Hole Seebeck coefficient of AlN: from 300 and 600 K to 900 K

The hole results at 900 K are covered in the table below. The task is to work them out from the other rows. All rows come from one fixed PBE band structure, filled with electrons or holes.

Transport in wurtzite AlN (a = 3.130, c = 5.018 Å) at constant relaxation time, from rigid, interpolated PBE bands computed with Ansatz 0.2.0 (plane-wave PAW, scalar-relativistic, no spin polarisation, cutoff 420 eV, k mesh 12×12×6, Gaussian smearing of 0.02 eV). Doping is positive for holes; conductivity masses are principal values of ne²τ/σ, sorted by size.

```
temperature (K)  doping (1e18 cm^-3)  Seebeck xx (microV/K)  Seebeck zz (microV/K)  conductivity mass 1 (m_e)  conductivity mass 3 (m_e)
            300                   -1                   -337                   -337                      0.293                      0.307
            300                  -10                   -155                   -155                      0.298                      0.311
            300                 -100                  -42.7                  -42.6                      0.329                      0.344
            300                -1000                  -24.9                  -29.4                      0.470                      0.504
            300                    1                    588                    547                      0.430                       3.73
            300                   10                    391                    350                      0.435                       3.72
            300                  100                    205                    164                      0.483                       3.64
            300                 1000                   95.2                   45.4                      0.881                       3.32
            600                   -1                   -427                   -427                      0.305                      0.319
            600                  -10                   -235                   -235                      0.308                      0.322
            600                 -100                  -82.6                  -82.4                      0.335                      0.350
            600                -1000                  -47.8                  -55.2                      0.467                      0.505
            600                    1                    725                    644                      0.628                       3.41
            600                   10                    527                    446                      0.632                       3.41
            600                  100                    335                    254                      0.670                       3.37
            600                 1000                    186                    107                       1.01                       3.13
            900                   -1                   -482                   -482                      0.317                      0.331
            900                  -10                   -287                   -286                      0.320                      0.334
            900                 -100                   -118                   -117                      0.343                      0.358
            900                -1000                  -71.5                  -81.0                      0.466                      0.510
            900                    1                      ?                      ?                          ?                          ?
            900                   10                      ?                      ?                          ?                          ?
            900                  100                      ?                      ?                          ?                          ?
            900                 1000                      ?                      ?                          ?                          ?
```

Doping here means the density of free carriers, positive for holes; it is not a concentration of acceptor atoms. The Seebeck coefficient S is listed in the plane (xx) and along the c axis (zz). The conductivity mass is the mass a carrier appears to have in the conductivity, averaged over all thermally occupied states. The masses are sorted by size, so the table doesn't name their directions.

Why heating acts like dilution

S measures how far from the chemical potential, in energy, the current is carried, per charge and per kelvin: above it for electrons, below it for holes. In one parabolic band with a constant relaxation time, the current is carried on average 5/2 kT inside the band. For dilute carriers the chemical potential lies kT ln(N/p) outside it, where p is the carrier density and N the effective density of states within thermal reach. For holes this gives

S = (k/e) [5/2 + ln(N/p)], with N ∝ T^1.5.

Ten times more carriers should therefore lower S by 198 μV/K, and the hole xx values at 300 K fall by 197 over the first decade. Heating raises N, which has the same effect on S as lowering p.

The dilute electrons obey this rule: between 300 and 600 K their S grows as if N rose as T^1.51. For holes S grows faster. The effective exponent b, read from the rows at doping 1, is 2.29 for xx and 1.62 for zz.

What the masses add

When the bands aren't parabolic, the mean energy of the current follows from how N T/m changes with temperature, where m is the conductivity mass in the chosen direction. The dilute formula becomes

S = (k/e) [1 + d ln N/d ln T − d ln m/d ln T + ln(N/p)].

N is common to both directions and cancels in the difference:

S_xx − S_zz = (k/e) d ln(m_zz/m_xx)/d ln T.

If mass 1 is taken along c and mass 3 in the plane, their change from 300 to 600 K gives an average difference of 58 μV/K. The table has 41 at the lower temperature and 81 at the upper one, so the assignment fits. Holes in AlN are light along c and heavy in the plane.

The forecast

The simplest assumption is that b keeps its value up to 900 K. For xx at doping 1, S rises by 137 μV/K from 300 to 600 K, so

b = 137 / (198.4 × log₁₀ 2) = 2.29
S(900 K) = 725 + 198 × 2.29 × log₁₀ 1.5 = 805 μV/K.

For the other rows, the 600 K curve is read at a doping lower by the factor 1.5^b, with straight lines between neighbouring rows on a logarithmic doping scale. Mass 1 at doping 1 follows from the relation between masses and Seebeck difference. Its dependence on doping, and mass 3, are continued by equal steps in temperature.

For doping 1, 10, 100 and 1000 at 900 K:
Seebeck xx: 805, 607, 412, 246, each ± 30 μV/K
Seebeck zz: 701, 503, 309, 149, each ± 15 μV/K
Mass 1: 0.88, 0.88, 0.91, 1.19, each ± 0.10 electron masses
Mass 3: 3.09, 3.10, 3.10, 2.94, each ± 0.20 electron masses

In words, S rises in every hole row, the gap between xx and zz widens, mass 1 grows and mass 3 shrinks. The main doubt is whether the extra growth fades above 600 K. If b fell back to 1.5, xx at doping 1 would reach only 777 μV/K, while zz would hardly change.

The same recipe can be tried on the electrons, whose 900 K values are known. It comes within about 5 μV/K down to doping −100 but misses by 14 at −1000. That densest case is irregular already at 300 K: one parabolic band would give roughly −9 μV/K for xx, and the table has −24.9. A higher conduction valley might be involved, but the table offers no test of that.

The computed values

The withheld rows as computed:

```
temperature (K)  doping (1e18 cm^-3)  Seebeck xx (microV/K)  Seebeck zz (microV/K)  conductivity mass 1 (m_e)  conductivity mass 3 (m_e)
            900                    1                    820                    723                      0.882                       3.12
            900                   10                    621                    525                      0.885                       3.12
            900                  100                    426                    330                      0.915                       3.10
            900                 1000                    249                    168                       1.18                       2.96
```

The directions of change are right in every row, and both masses lie well inside their ranges. Seebeck xx is also inside its range, though every forecast is low, by up to 15 μV/K. Seebeck zz fails: its four forecasts are low by 19 to 22 μV/K, more than the error bar allowed. The output after this text lists each miss.

The extra growth didn't fade; it became stronger. For zz at doping 1 the exponent between 600 and 900 K is (723 − 644) / (198 × log₁₀ 1.5) = 2.3, after 1.6 in the interval before. The gap between xx and zz at this doping was forecast as 104 μV/K and came out as 820 − 723 = 97. Most of the error is thus shared by the two directions, which points to N, the quantity they have in common.

Known features of the AlN bands suggest why N speeds up. The crystal field puts a nitrogen p state directed along c at the valence top, and this band is light along c and heavy in the plane. Other valence bands, heavy along c, begin lower by very roughly 0.2 eV (a recalled size; the table has no band energies). The Boltzmann factor for such a step is about 2 % at 600 K and 8 % at 900 K, so the share of these bands in N grows, and the temperature exponent of N grows with it. The share itself can be well above the Boltzmann factor, because heavy bands are expected to offer many states. The holes that enter these bands also raise the average mass along c.

The lower bands can't be the whole story, though. At 300 K their Boltzmann factor is only about 0.04 %, yet xx and zz at doping 1 already differ by 41 μV/K. A single parabolic band would give the same S in both directions, however different its masses. So the top band itself must depart from a parabola. This is expected: away from the zone centre in the plane, its states mix with the lower bands and become heavier along c.

The narrow error bar for zz was a misjudgement that the known rows could have prevented. An exponent of 1.62 looks almost parabolic, but mass 1 at doping 1 rises by nearly half between 300 and 600 K, which no single parabolic band permits. In the formula a growing mass lowers S while a faster-growing N raises it, so the two departures can hide each other in the exponent.

Mass 1 fared better because the relation used for it contains only the difference of the two Seebeck values, where the shared error largely drops out. Mass 3 simply kept falling by nearly equal steps. At doping 1 the agreement of mass 1 is still closer than the method deserves: mass 3 was about 1 % too low and the ratio of the masses about 1 % too high. The near hit for xx at doping 1000 probably also hides a compensation, since a straight line between the last two dopings exaggerates the slope at the dense end. That can't be the full reason, because zz is read in the same way and still misses by 19 μV/K.

Measured S values can differ from these, because real scattering depends on energy and the constant relaxation time leaves that out. Within the calculation itself one question stays open: how much of the extra growth above 600 K comes from the lower valence bands, and how much from the changing shape of the top band? The conductivity and carrier density of each band, listed separately at the three temperatures, would decide it.

Output of the analysis:

```
dilute limit of the fall of S per decade of doping, microV/K: 198.4
fall of hole Seebeck xx per decade, three steps at 300 K then three at 600 K, microV/K: 197, 186, 109.8, 198, 192, 149
temperature exponent b from 300 to 600 K, dilute electrons xx (one parabolic band has 1.5): 1.507
temperature exponent b from 300 to 600 K, dilute holes xx: 2.294
temperature exponent b from 300 to 600 K, dilute holes zz: 1.624
control, electrons xx at 900 K, forecast less table for doping -1, -10, -100, -1000, microV/K: 2.353, 1.057, -5.036, 14.47
hole Seebeck xx less zz at doping 1, at 300 and 600 K, microV/K: 41, 81
the same difference from the change of the mass ratio between 300 and 600 K, microV/K: 58.24
forecast of the same difference at 900 K, microV/K: 104.4
rival with exponent 1.5 above 600 K, Seebeck xx at doping 1 and 900 K, microV/K: 777.4
rival with exponent 1.5 above 600 K, Seebeck zz at doping 1 and 900 K, microV/K: 696.4
rough one-band estimate of electron Seebeck xx at doping -1000 and 300 K, microV/K: -9.199
forecast Seebeck xx at 900 K for doping 1, 10, 100, 1000, microV/K: 805.1, 607, 412.5, 246.2
error bar of each Seebeck xx forecast, plus or minus, microV/K: 30
computed Seebeck xx, microV/K: 820, 621, 426, 249
miss of Seebeck xx, forecast less computed, microV/K: -14.86, -14.03, -13.45, -2.821
forecast Seebeck zz at 900 K for doping 1, 10, 100, 1000, microV/K: 700.7, 502.6, 308.9, 149
error bar of each Seebeck zz forecast, plus or minus, microV/K: 15
computed Seebeck zz, microV/K: 723, 525, 330, 168
miss of Seebeck zz, forecast less computed, microV/K: -22.26, -22.38, -21.09, -18.96
forecast conductivity mass 1 at 900 K for doping 1, 10, 100, 1000 (error bar 0.10 each), m_e: 0.8802, 0.8832, 0.9112, 1.193
computed conductivity mass 1, m_e: 0.882, 0.885, 0.915, 1.18
miss of conductivity mass 1, forecast less computed, m_e: -0.001782, -0.001782, -0.003782, 0.01322
forecast conductivity mass 3 at 900 K for doping 1, 10, 100, 1000 (error bar 0.20 each), m_e: 3.09, 3.1, 3.1, 2.94
computed conductivity mass 3, m_e: 3.12, 3.12, 3.1, 2.96
miss of conductivity mass 3, forecast less computed, m_e: -0.03, -0.02, 0, -0.02
```
